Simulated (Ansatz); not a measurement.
ZnCu: pressure and energy less free atoms against volume scale

All results are calculated (Ansatz 0.2.0). Periodic Kohn-Sham DFT of a crystal at fixed atoms, scaled to volume_scale times the given cell; pressure positive in compression, energy less spherical unpolarised free atoms, largest_vzz the field gradient of largest size among the nuclei.

The cell before it is scaled or strained (space group Pm-3m, No. 221):
```
cell vectors (Å)
   2.9450     0.0000     0.0000
   0.0000     2.9450     0.0000
   0.0000     0.0000     2.9450
atoms (fractions of the cell vectors)
Zn  0.50000  0.50000  0.50000
Cu  0.00000  0.00000  0.00000
```

Settings of every row: method all-electron LAPW; functional PBEsol; relativity scalar; k mesh 14x14x14; filling fermi-dirac; smearing width 0.05 eV; basis error target 0.5 meV/atom; nucleus gaussian.

Atom start moment: 0 on all atoms.

```csv
row,volume scale,V (Å³/atom),pressure (GPa),energy less free atoms (eV/atom)
1,0.94,12.005,3.497,-3.0619
2,0.96,12.26,0.402,-3.065
3,0.98,12.516,-2.332,-3.0634
4,0.99,12.643,?,?
5,1,12.771,-4.746,-3.0577
6,1.01,12.899,-5.844,-3.0535
7,1.02,13.026,-6.876,-3.0484
8,1.04,13.282,-8.753,-3.0359
9,1.06,13.537,-10.405,-3.0206
```

Question: what pressure and energy less free atoms should row 4 give?

Worked fit of pressure. Take u = (V_r/V)^(2/3) − 1 with V_r = 12.835 Å³ an atom, which is twice the finite (Eulerian) strain; such expansions in the strain, on which the Birch-Murnaghan equation of state is built, carry the rest volume and the bulk modulus. The shown rows have u = 0.04558, 0.03103, 0.01692, 0.00334, -0.00331, -0.0098, -0.02256, -0.03488. Least squares give pressure = −5.3046 + 165.565 × u + 575.74 × u² + 613 × u³ GPa; a parabola predicts inner rows, each left out in turn, worse (root mean square 0.01 against 0.0046 GPa). The rows lie off it by 0.001, -0.004, 0.003, -0.001, 0.002, -0.004, 0.001, 0.000. The pressure vanishes at u = 0.0290, or V = 12.3 Å³ an atom, and there the bulk modulus at fixed shape and fractions is B = −V dP/dV = (2/3)(1 + u) dP/du = 138 GPa. The withheld row has u = 0.0101, so the fit gives −5.3046 + 165.565 × (0.0101) + 575.74 × (0.0101)² + 613 × (0.0101)³ = -3.573 GPa.

The calculation gave -3.576 GPa. The fit lies 0.003 GPa (0.022 % of the column's range) above it; its largest miss of a shown row is 0.004 GPa.

Worked fit of energy less free atoms. Take u = (V_r/V)^(2/3) − 1 with V_r = 12.835 Å³ an atom, which is twice the finite (Eulerian) strain; such expansions in the strain, on which the Birch-Murnaghan equation of state is built, carry the rest volume and the bulk modulus. The shown rows have u = 0.04558, 0.03103, 0.01692, 0.00334, -0.00331, -0.0098, -0.02256, -0.03488. Least squares give energy less free atoms = −3.0557 − 0.6388 × u + 10.751 × u² + 6.1 × u³ eV/atom; a parabola predicts inner rows, each left out in turn, worse (root mean square 0.0001 against 2.3e-05 eV/atom). All shown rows lie on it to the printed digit. Its lowest point lies at u = 0.0290, or V = 12.3 Å³ an atom, and the curvature there gives the bulk modulus at fixed shape and fractions, B = (4/9)(1 + u)² E″(u)/V = 138 GPa. The withheld row has u = 0.0101, so the fit gives −3.0557 − 0.6388 × (0.0101) + 10.751 × (0.0101)² + 6.1 × (0.0101)³ = -3.0610 eV/atom.

The calculation gave -3.061 eV/atom. The fit meets it to the printed digit.
